Topological entanglement entropy: from the edge partition function to a Rydberg dimer liquid

Take the ground state of a gapped two-dimensional system, draw a disc A of perimeter L, trace out the rest and compute S = −Tr ρ_A ln ρ_A. I will show that

S = αL − γ, γ = ln D, D² = Σ_a d_a²,

where a runs over the anyon types and d_a are their quantum dimensions. For an Abelian state with matrix K, D² = |det K|. The result is due to Kitaev and Preskill and to Levin and Wen, both in 2006. Entropies are in nats and ħ = 1 in the field theory.

1. Premises

P1. The state is pure, with a bulk gap and a correlation length ξ ≪ L. The cut stays many ξ away from physical edges, and the disc holds no net anyon.
P2. ρ_A = exp(−H_E)/Z, where H_E is a local Hamiltonian of the edge theory living on the cut and acts on those states of the disc that local operators can reach.
P3. Abelian edge theory: N compact fields with [φ^I(x), ∂φ^J(y)] = 2πi (K⁻¹)_IJ δ(x−y), K a symmetric, invertible integer matrix. At long wavelength H_E = (1/4π)∮dx V_IJ ∂φ^I ∂φ^J with V positive definite. H_E is dimensionless, so V is a length.

The windings are Q^I = ∮∂φ^I/2π. From the commutator, exp(i l·φ) with integer vector l shifts Q by K⁻¹l. Local particles have l = Km and shift Q by the integer vector m. Anyon types are the classes of l modulo KZ^N, and there are |det K| of them, the volume of the cell of that sublattice. All have d = 1, so D² = |det K|. By P1 and P2 the trace runs over Q ∈ Z^N only. This restriction is the origin of γ.

2. Where P2 comes from

Question: P2 looks like the answer put in by hand. Why should ρ_A be thermal?

The correspondence was seen numerically by Li and Haldane in 2008 and argued by Qi, Katsura and Ludwig in 2012. For one field I can derive it. Cut the system physically. Two edges appear, χ_A and χ_B, normalised to commutators ±2πi, counter-propagating with velocity v. Glue them back with the tunnelling of local particles, a cosine of θ = χ_A − χ_B, and expand about a minimum: (g/2)∮θ². With k = 2πn/L > 0, the Fourier component of θ is √(2π/Lk)(a + b†), a on side A and b on side B, and

H_k = vk(a†a + b†b + 1) + (λ/k)(a + b†)(a† + b) = A(a†a + b†b + 1) + B(ab + a†b†),

with λ = 2πg, A = vk + λ/k, B = λ/k. A Bogoliubov rotation with tanh 2u = B/A gives quanta of energy √(A² − B²) = √(v²k² + Δ²), Δ² = 4πvg, so the seam is gapped. The ground state is Σ_n (−tanh u)ⁿ |n⟩_A|n⟩_B, already in Schmidt form. The weights are exp(−nε) with tanh u = exp(−ε/2). Then tanh 2u = 1/cosh(ε/2), so cosh(ε/2) = 1 + vk²/λ, and

ε(k) = 4 arsinh(vk/Δ) ≈ ℓk, ℓ = 4v/Δ.

For the zero mode, tunnelling changes the winding p of both edges together, [θ₀, p] = i, and H₀ = (2πv/L)p² + (gL/2)θ₀². This is an oscillator of mass μ = L/(4πv) and frequency Δ. Its ground state has |ψ(p)|² ∝ exp(−p²/μΔ) = exp(−πℓp²/L), sampled at the allowed discrete p because θ₀ is compact. That is exactly the zero-mode part of (ℓ/4π)∮(∂χ)². Oscillators and zero mode share one length ℓ, which is the content of P3. For several fields this holds field by field when the velocity and mass matrices are diagonal together; beyond that, P2 and P3 remain premises.

3. The Abelian partition function

Step 1, normal modes. Write V = RᵀR. The symmetric matrix R⁻ᵀKR⁻¹ equals OᵀΛO with O orthogonal and Λ diagonal. Put M = |Λ|^(1/2) OR. Then K = MᵀσM with σ = diag(±1), and V = Mᵀ diag(ℓ_i) M with ℓ_i = 1/|Λ_i|. The fields χ = Mφ have commutators 2πiσ, so they are independent chiral bosons, and (det M)² = |det K|.

Step 2, spectrum. Let t_i = ℓ_i/L and p = MQ. A uniform ∂φ = 2πQ/L costs πΣ t_i p_i², and oscillator n of field i costs 2πn t_i. A constant in H_E drops out of ρ_A. Hence

Z = Θ · Π_i P(t_i), Θ = Σ_{Q∈Z^N} exp(−π QᵀGQ), G = Mᵀ diag(t_i) M, P(t) = Π_{n≥1} (1 − e^(−2πnt))⁻¹.

A large disc means t → 0, a hot edge, where these sums converge slowly. The modular S transform t → 1/t turns them into fast ones.

Step 3, zero modes. Poisson summation with the Gaussian Fourier transform gives

Θ = (det G)^(−1/2) Σ_{k∈Z^N} exp(−π kᵀG⁻¹k), (det G)^(−1/2) = |det K|^(−1/2) Π t_i^(−1/2).

G⁻¹ is proportional to L, so terms with k ≠ 0 are exponentially small.

Step 4, oscillators. Expanding the logarithm, ln P = Σ_{n,r≥1} e^(−2πnrt)/r, which is the inverse Mellin integral of Γ(s)ζ(s)ζ(s+1)(2πt)^(−s). Shift the contour to the left. The pole at s = 1 gives ζ(2)/(2πt) = π/(12t). At s = 0, Γ(s)ζ(s+1) = s⁻²(1 + O(s²)), so the residue is ζ′(0) − ζ(0) ln 2πt = −½ ln 2π + ½ ln 2πt = ½ ln t. At s = −1 it is −ζ(−1)ζ(0)2πt = −πt/12. The further poles of Γ are cancelled by zeros of ζ at negative even integers. The remainder is fixed by the Dedekind identity η(i/t) = √t η(it):

ln P(t) = π/(12t) + ½ ln t − πt/12 + ln P(1/t), ln P(1/t) ≈ e^(−2π/t).

Step 5, combine. The factors t^(±1/2) cancel field by field:

ln Z = Σ_i [π/(12t_i) − πt_i/12] − ½ ln|det K| + exponentially small.

Step 6, entropy. Tr ρⁿ = Z(nt)/Z(t)ⁿ, so the Rényi entropy is S_n = [ln Z(nt) − n ln Z(t)]/(1 − n). The term linear in t cancels, 1/t picks up (1/n − n)/(1 − n) = 1 + 1/n, and a constant keeps coefficient 1:

S_n = (1 + 1/n) Σ_i πL/(12ℓ_i) − ½ ln|det K|.

At n → 1, S = αL − γ with α = Σ_i π/(6ℓ_i) and γ = ½ ln|det K| = ln D. The slope depends on V and on n. The constant depends on neither.

Question: The true ε(k) bends. The entropy comes from k of order 1/ℓ, where the linear form fails. Does the constant survive?

Yes. One oscillator has entropy s(ε) = (ε/2)coth(ε/2) − ln[2 sinh(ε/2)], and s + ln ε is even and analytic near ε = 0. For odd ε(k) with slope ℓ, the difference f(k) = s(ε(k)) − s(ℓk) is therefore even, analytic in a strip, and f(0) = 0. Then Σ_{n≥1} f(2πn/L) is half the sum over all integers, and Poisson summation gives (L/2π)∫₀^∞ f dk up to exponentially small terms, of order exp(−LΔ/v) for the arsinh form with its branch point at k = iΔ/v. Only α changes, to (1/2π)∫₀^∞ s(ε(k))dk per field.

4. The S matrix and non-Abelian states

Put an anyon l in the disc, so Q ∈ K⁻¹l + Z^N. Poisson summation now gives term k the phase exp(2πi kᵀK⁻¹l), which depends only on the class of k modulo KZ^N. Grouping terms by class, the sector sums transform among themselves with S_lk = |det K|^(−1/2) exp(2πi lᵀK⁻¹k), the braiding phases divided by D. Section 3 computed the element S₀₀.

For a chiral state whose edge is a unitary rational conformal field theory of central charge c, P2 reads H_E = 2πt(L₀ − c/24) in the vacuum sector, and Z is the character χ₀(it). I take as premise P4 that χ_a(it) = Σ_b S_ab χ_b(i/t), with S unitary and symmetric and diagonalising the fusion rules (the Verlinde formula). At small t, χ_b(i/t) ≈ exp[−(2π/t)(h_b − c/24)], and the vacuum h = 0 dominates because all other h_b > 0. So ln Z = πc/(12t) + ln S₀₀, and step 6 gives S = πcL/(6ℓ) + ln S₀₀. By Verlinde, the ratios S₀a/S₀₀ obey x_a x_b = Σ_c N_ab^c x_c. They are positive, since S_a0 is the leading coefficient of a positive trace. A positive eigenvector of the non-negative fusion matrix belongs to its largest eigenvalue, which defines d_a. Unitarity of the first row then gives 1 = S₀₀² Σ d_a², so S₀₀ = 1/D and γ = ln D. With anyon a inside, S₀₀ is replaced by S_a0 and γ_a = ln(D/d_a).

Question: How do I count for electrons?

For odd K the trace includes all numbers of electrons, and the classes above are anyons modulo the electron. The Laughlin state at filling 1/3 has K = 3 and γ = ½ ln 3 = 0.549. The integer state K = 1 has γ = 0.

Question: Does γ identify the phase?

No. Ising anyons, d = 1, √2, 1, have D² = 4. The toric code, K = [[0,2],[2,0]], has four Abelian types 1, e, m, ε and |det K| = 4. Both give γ = ln 2 = 0.693.

5. Isolating the constant

On a lattice L is ambiguous by a lattice spacing, and αL changes by as much as γ. The cure is a subtraction. Assume, as P1 suggests, that the entropy of a region X is a sum of terms local to the cut, ∮F(κ, ∂κ, …)ds plus corner terms C(θ), minus γ for each closed boundary curve. A term linear in the curvature κ would integrate to the constant 2π and spoil everything. It is absent because a pure state has S_X equal to the entropy of the complement, which flips κ → −κ and θ → 2π − θ. The next term, ∮κ²ds, falls as 1/L.

Divide a disc into three sectors A, B, C meeting at a point, and form

Σ = S_A + S_B + S_C − S_AB − S_BC − S_AC + S_ABC.

The A–B interface enters S_A and S_B with plus, S_AC and S_BC with minus. The outer arc of A enters S_A and S_ABC with plus, S_AB and S_AC with minus. Where the A–B interface meets the rim, the corner θ_A cancels between S_A and S_AC, θ_B between S_B and S_BC, and θ_A + θ_B between S_ABC and S_AB. At the centre C(θ_A) in S_A cancels C(2π − θ_A) in S_BC by purity. All seven regions have one boundary curve, so Σ = −γ(3 − 3 + 1) = −γ.

6. The Z₂ liquid of Rydberg atoms

For the toric code M = [[s, 1/s],[s, −1/s]] with σ = diag(1, −1) reproduces K for any s, and |det M| = 2.

Question: That edge is not chiral. A term like cos 2φ¹ is local on one side and can gap H_E. Then P3 fails.

Correct, and for that reason I give a second proof that uses no field theory. In the proposal of Verresen, Lukin and Vishwanath and the experiment of Semeghini and co-workers, both 2021, Rb atoms sit at the midpoints of the links of a kagome lattice. An atom in the Rydberg state is a dimer on its link. With a the smallest atom spacing, a link has length 2a. Atoms on links that share a kagome site lie at a, √3a or 2a, and the next distance is √7a. A blockade radius 2a < R_b < √7a forbids two dimers on one site and nothing else. At maximal filling every site is touched by exactly one dimer. Take the idealised state |ψ⟩, the equal-weight sum of all such coverings, which is the ground state of the solvable kagome dimer model of Misguich, Serban and Pasquier (2002).

Each triangle holds three atoms and has four states, empty or one dimer. Give each of its corners a bit, 1 if this triangle's dimer covers it. The four states are 000, 110, 101, 011, all the strings of even parity. Each site belongs to two triangles, and its two bits add to 1. Triangles are thus vertices of a honeycomb graph, kagome sites are its bonds, and the coverings are the solutions of one parity equation per vertex, a Z₂ Gauss law.

Let X be a set of whole triangles, with X and its complement both connected, and let n bonds cross the cut.
(i) Add the parity equations of X. Each internal bond contributes 1, so the parity of the n boundary bits is fixed.
(ii) Flipping the bits along a path through X from one cut bond to another keeps every equation of X valid. The same holds outside. So all 2^(n−1) strings b of the right parity occur.
(iii) The same flips map the interior completions of b one to one onto those of b′, and likewise outside. All strings have equal weight.
(iv) For given b the inside and outside are independent, so |ψ⟩ = 2^(−(n−1)/2) Σ_b |b⟩_X |b⟩_out with normalised states. The atoms on either side determine b, so these states are orthogonal on both sides.

This is a Schmidt decomposition with a flat spectrum, and every Rényi entropy is S = n ln 2 − ln 2. The missing bit is the Gauss-law parity, the lattice form of the restriction Q ∈ Z^N, and γ = ln 2 agrees with ½ ln|det K|.

7. Range of validity

The regions, and the distances between junctions, must be large against ξ and ℓ. P3 takes H_E uniform along the cut and blind to its curvature. For a disc the leading correction to αL − γ is therefore outside P3: it is the term ∮κ²ds ∝ 1/L of section 5, which section 8 sizes in one case. Being local, it cancels in Σ. For a straight cut around a cylinder of circumference L, in the vacuum sector, κ = 0 and the correction follows from the k ≠ 0 terms. For the Gaussian toric-code model with s = 1 and t₁ = t₂ = t, Θ = (2t)⁻¹(1 + 2e^(−π/2t) + …)², and S = (1 − t∂_t) ln Z gives

S − (π/3t − ln 2) ≈ 4(1 − π/2t) e^(−π/2t).

The full sums give −0.039 at L = 4ℓ and −8.9×10⁻⁶ at L = 10ℓ. For K = 3 the leading term is 2(1 − π/3t)e^(−π/3t), and the full sums give −0.093 and −5.4×10⁻⁴.

The state must be pure. A thermal or decohered state adds a volume term and breaks the purity argument of section 5. A cut that ends on a gapless physical edge gives logarithms. A cut that winds round a torus gives a constant that depends on the ground state chosen.

The gluing must also be generic. If a symmetry or fine tuning along the cut lets only a sublattice of index j of the vectors Q tunnel, step 3 gives det G larger by j² and the constant becomes ln D + ln j. Such excess constants were described by Cano, Hughes and Mulligan (2015) and by Zou and Haah (2016). They can survive the subtraction, so a nonzero Σ is not alone a proof of topological order. P2, P4 and the locality assumption are not theorems for a general Hamiltonian. Only section 6 is exact, for its state.

8. Numbers

First the length scale for a GaAs electron gas. At B = 10 T, filling 1/3 means density eB/3h = 8.1×10¹⁰ cm⁻², and ℓ_B = √(ħ/eB) = 8.11 nm. For the filled lowest Landau level ℓ is exact: orbital k has weight w = ½ erfc(kℓ_B) on one side of a straight cut, ε = ln[(1 − w)/w], and the slope is ℓ = 4ℓ_B/√π = 2.26 ℓ_B = 18.3 nm. Borrowing this for filling 1/3 is an assumption, good for the order of magnitude. For a straight cut around a cylinder the model then has γ = 0.549 resolved to about 10⁻³ at L = 10ℓ = 183 nm.

A disc of that perimeter does much worse, and the filled level shows by how much. With radius R and Λ = R²/2ℓ_B², orbital m has weight w_m = (1/m!)∫₀^Λ x^m e^(−x) dx inside, and S = −Σ_m [w_m ln w_m + (1 − w_m) ln(1 − w_m)]. Expanding this incomplete gamma function at large Λ gives S ≈ 1.806√Λ − 0.131/√Λ, the first term being αL and the second the curvature term. At L = 183 nm, R = 3.59 ℓ_B and Λ = 6.45, and the full sum gives S − αL = −0.05 for a state with γ = 0. If filling 1/3 has a curvature term of similar size, a single disc of this perimeter fixes γ = 0.549 only to about a tenth, and the shift falls only as 1/L.

Now rubidium. Typical inputs for the 70S state are C₆/h ≈ 863 GHz µm⁶, Rabi frequency Ω/2π ≈ 1.4 MHz and a ≈ 3.9 µm. Then R_b = (C₆/ħΩ)^(1/6) = 9.23 µm = 2.37a, inside the window from 2 to √7 = 2.65. The kagome lattice constant is 4a = 15.6 µm. A straight cut along a lattice vector crosses one bond per 4a, so α = 0.0444 µm⁻¹. A cut at 30° to it crosses two bonds per 4√3a, so α = 0.0513 µm⁻¹. The slope depends on direction and γ does not.

Take ABC as the 24 triangles, 72 atoms, around a central hexagon and its six neighbours. They form an inner ring of 6 vertices, an outer ring of 18, and 6 spokes. Each sector takes two adjacent inner vertices, the two outer vertices joined to them, and the pair of outer vertices that follows each of these. The number of cut bonds is n = 3 × vertices − 2 × internal bonds.

Region A: 8 vertices, 8 internal bonds, n = 8, S = 7 ln 2 = 4.852.
Region AB: 16 vertices, 18 internal bonds, n = 12, S = 11 ln 2 = 7.625.
Region ABC: 24 vertices, 30 internal bonds, n = 12, S = 11 ln 2 = 7.625.

Threefold symmetry gives the other regions, and all regions and complements are connected. So Σ = (3×7 − 3×11 + 11) ln 2 = −ln 2 = −0.693.

Question: Would the array show that number?

It is the number of the ideal dimer state, not of the device, and three things separate them. The van der Waals tail that the blockade picture drops is (R_b/√7a)⁶ = 0.51 in units of ħΩ at the first unblocked distance. That is not small, so whether the ground state at these inputs is a Z₂ liquid cannot be read off from the dimer model, and the laboratory state is prepared by a finite-time sweep. The drive also creates uncovered sites, which give a finite ξ. Inside the liquid phase Σ still tends to −ln 2 for sectors much wider than ξ, but sectors of 8 triangles would carry corrections that this model cannot size, and outside the phase Σ tends to zero. Finally, the 2021 experiment probed string operators and not entropies. The accessible quantity would be S₂, and even the ideal state requires resolving a purity Tr ρ² = 2⁻¹¹ = 4.9×10⁻⁴ for the 72-atom disc, well enough to see the factor of 2 that the Gauss law contributes.